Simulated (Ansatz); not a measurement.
**Isomers of C3H4F4**

3 of its isomers, all singlets with charge 0: A = 1,2,2,3-tetrafluoropropane `FCC(F)(F)CF`; B = `FC(F)CC(F)F`; C = `CC(F)C(F)(F)F`.

Shapes, held fixed at every level: PBE0-D4/def2-TZVP. Flexible molecules stand in one conformer, not always the lowest. Programs: Ansatz 0.2.0.

A:

```xyz
11

F     1.8316   -0.7986    0.0951
C     1.0639   -0.0372   -0.7499
C    -0.3953   -0.1841   -0.3772
F    -0.7990   -1.4651   -0.5754
F    -1.1027    0.6017   -1.2289
C    -0.7333    0.1689    1.0549
F    -0.3276    1.4531    1.3183
H     1.3569    1.0105   -0.6579
H     1.2023   -0.3840   -1.7768
H    -1.8150    0.0955    1.1904
H    -0.2166   -0.5178    1.7282
```

B:

```xyz
11

F    -1.8252   -1.0863    1.1330
C    -0.5603   -0.6362    0.9509
F     0.2639   -1.7188    0.9748
C    -0.4587    0.0544   -0.3833
C     0.9262    0.5804   -0.6536
F     0.9513    1.1899   -1.8634
F     1.2558    1.5146    0.2793
H    -0.2982    0.0013    1.8000
H    -1.1596    0.8916   -0.4095
H    -0.7320   -0.6578   -1.1650
H     1.7020   -0.1903   -0.6424
```

C:

```xyz
11

C    -0.1214   -1.2957   -0.1874
C     0.5301   -0.0324    0.3054
F     1.7607    0.1289   -0.2888
C    -0.2876    1.2149   -0.0043
F    -0.5216    1.3504   -1.3101
F    -1.4705    1.1475    0.6212
F     0.3328    2.3169    0.4150
H    -0.2565   -1.2576   -1.2688
H    -1.0932   -1.4345    0.2881
H     0.5127   -2.1471    0.0601
H     0.6799   -0.0483    1.3900
```

Electronic energies in kJ/mol, without zero-point or thermal terms.

| level | kind | B − A | C − A |
| --- | --- | --- | --- |
| r2SCAN-D4/def2-TZVPP | meta-GGA | -44.1 | -67.6 |
| B3LYP-D4/def2-TZVPP | global hybrid | -41.1 | -56.9 |
| wB97X-V/def2-TZVPP | range-separated hybrid | -41.9 | -61.2 |
| CCSD(T)/def2-SVP | coupled cluster or CI | -43.3 | -70.1 |
| CCSD/def2-SVP | coupled cluster or CI | -43.0 | -68.5 |
| CCSD/def2-TZVPP | coupled cluster or CI | -42.9 | -61.4 |
| CCSD(T)/CBS estimate | coupled cluster or CI | -42.1 | -60.5 |

The highest level, CCSD(T)/CBS estimate, puts C lowest of these. All levels agree on that. The B − A difference spans -44.1 to -41.1 kJ/mol over the levels. The CBS estimate extrapolates MP2 from def2-TZVPP and def2-QZVPP and adds CCSD(T) − MP2 in the triple-zeta set, cores frozen.

The stability order follows the number of geminal fluorine pairs: A has a single CF2 group, B has two CHF2 groups, and C gathers three fluorines on one carbon. Fluorines sharing a carbon stabilise each other through donation from a fluorine lone pair into the neighbouring C–F σ* orbital, and through attraction between the strongly positive carbon and its negative fluorines. The gain from B to C is smaller than that from A to B, probably because B has no fluorines on adjacent carbons, whereas C brings such repulsive vicinal contacts back.

The C − A difference is the more sensitive to method. In coupled cluster it depends more on the basis than on the triples: CCSD moves from -68.5 to -61.4 kJ/mol between the two basis sets, while adding (T) in the smaller one changes it little. This suggests that the small basis describes the crowded CF3 group unevenly relative to A. The total energies alone cannot separate the orbital part of the geminal stabilisation from the electrostatic part.
